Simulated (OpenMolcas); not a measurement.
How basis sets differ on AlH2F (SMILES [F][AlH2])

The species is AlH2F (4 atoms), meant as a singlet with charge 0. SMILES: `[F][AlH2]`. The shape comes from GFN2-xTB, which is rough for such elements, and wasn't checked as a minimum.

Each level gives the HOMO–LUMO gap (eV). The values are calculated.

```csv
level,kind,program,value (eV)
HF/STO-3G,Hartree–Fock,OpenMolcas,18.20
UHF/STO-3G,Hartree–Fock,OpenMolcas,18.20
HF/3-21G,Hartree–Fock,OpenMolcas,13.33
HF/def2-SVP,Hartree–Fock,OpenMolcas,13.62
HF/pcseg-2,Hartree–Fock,OpenMolcas,13.14
```

The values span 13.14 to 18.20 eV. A Hartree–Fock LUMO above zero doesn't converge with the basis: it sinks as sets grow more diffuse. Orbital gaps aren't excitation energies.

The main change comes on leaving the minimal basis: the gap falls from 18.20 eV with STO-3G to 13.33 eV with 3-21G, while the three larger sets lie close together. A single contracted function per valence orbital cannot adjust its radial extent to the polar Al–F bond or to the electron-poor aluminium centre. The LUMO is probably largely the empty out-of-plane Al 3p orbital, with some π-antibonding fluorine character, and split-valence functions let it spread out and fall in energy.

The decrease isn't monotonic, since def2-SVP gives a slightly larger gap than 3-21G. These sets differ in their valence exponents and contractions as well as in polarization, so the rise can't be assigned to polarization alone. The identical HF and UHF values with STO-3G suggest that the unrestricted calculation reached the closed-shell solution, but don't exclude a lower broken-symmetry one. Without the separate orbital energies, the shift can't be divided between HOMO and LUMO.
